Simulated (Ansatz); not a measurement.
Ni: pressure and energy above lowest point against volume scale

Results calculated with Ansatz 0.2.0, not measured. Free energy against uniform scaling of the volume at fixed shape and fractions; periodic cell, basis, potentials, k mesh and filling as listed.

The cell before it is scaled or strained (space group P6_3/mmc, No. 194):
```
CELL_PARAMETERS angstrom
2.44800 0.00000 0.00000
-1.22400 2.12010 0.00000
0.00000 0.00000 4.07280
ATOMIC_POSITIONS crystal
Ni 0.33333 0.66667 0.25000
Ni 0.66667 0.33333 0.75000
```

Settings of every row: functional PBEsol; dispersion none; potentials PAW; wave cutoff 500 eV; density cutoff 2000 eV; k mesh 13x13x7; k shift 0x0x0; occupations fermi dirac; smearing width 0.1 eV; spin collinear.

Limits: coarse k mesh, up to 40 meV an atom off; the cell comes from a prototype or a list of computed structures and needn't be the stable phase.

| row | volume scale | V (Å³/atom) | pressure (GPa) | energy above lowest point (meV/atom) |
| --- | --- | --- | --- | --- |
| 1 | 0.9 | 9.512 | 26.18 | 67.6 |
| 2 | 0.925 | 9.776 | 17.23 | 32 |
| 3 | 0.95 | 10.04 | 9.51 | 10.1 |
| 4 | 0.975 | 10.305 | 2.86 | 0 |
| 5 | 1 | 10.569 | -2.88 | 0.1 |
| 6 | 1.025 | 10.833 | -7.82 | 9 |
| 7 | 1.05 | 11.097 | ? | ? |
| 8 | 1.075 | 11.362 | -15.73 | 48.5 |
| 9 | 1.1 | 11.626 | -18.87 | 77.1 |

Question: what pressure and energy above lowest point should row 7 give?

Worked fit of pressure. Take u = (V_r/V)^(2/3) − 1 with V_r = 10.437 Å³ an atom, which is twice the finite (Eulerian) strain; such expansions in the strain, on which the Birch-Murnaghan equation of state is built, carry the rest volume and the bulk modulus. The shown rows have u = 0.06382, 0.04458, 0.02619, 0.00852, -0.00834, -0.02452, -0.05504, -0.0694. Least squares give pressure = −0.123 + 339.33 × u + 1071.8 × u² + 1076 × u³ GPa; a parabola predicts inner rows, each left out in turn, worse (root mean square 0.075 against 0.011 GPa). The rows lie off it by 0.00, 0.00, -0.01, 0.01, 0.00, -0.01, 0.00, 0.00. The pressure vanishes at u = 0.0004, or V = 10.43 Å³ an atom, and there the bulk modulus at fixed shape and fractions is B = −V dP/dV = (2/3)(1 + u) dP/du = 227 GPa. Letting shape and atoms relax would as a rule lower it, by much in layered, chain or molecular crystals. The withheld row has u = -0.04005, so the fit gives −0.123 + 339.33 × (-0.04005) + 1071.8 × (-0.04005)² + 1076 × (-0.04005)³ = -12.06 GPa.

The calculation gave -12.07 GPa. The fit lies 0.01 GPa (0.022 % of the column's range) above it, one unit of the last digit.

Worked fit of energy above lowest point. Take u = (V_r/V)^(2/3) − 1 with V_r = 10.437 Å³ an atom, which is twice the finite (Eulerian) strain; such expansions in the strain, on which the Birch-Murnaghan equation of state is built, carry the rest volume and the bulk modulus. The shown rows have u = 0.06382, 0.04458, 0.02619, 0.00852, -0.00834, -0.02452, -0.05504, -0.0694. Least squares give energy above lowest point = −1.13 − 10.4 × u + 16584 × u² + 7086 × u³ meV/atom; a parabola predicts inner rows, each left out in turn, worse (root mean square 0.5 against 0.009 meV/atom). All shown rows lie on it to the printed digit. Its lowest point lies at u = 0.0003, or V = 10.43 Å³ an atom, and the curvature there gives the bulk modulus at fixed shape and fractions, B = (4/9)(1 + u)² E″(u)/V = 227 GPa. Letting shape and atoms relax would as a rule lower it, by much in layered, chain or molecular crystals. The withheld row has u = -0.04005, so the fit gives −1.13 − 10.4 × (-0.04005) + 16584 × (-0.04005)² + 7086 × (-0.04005)³ = 25.4 meV/atom.

The calculation gave 25.5 meV/atom. The fit lies 0.1 meV/atom (0.13 % of the column's range) below it, one unit of the last digit.
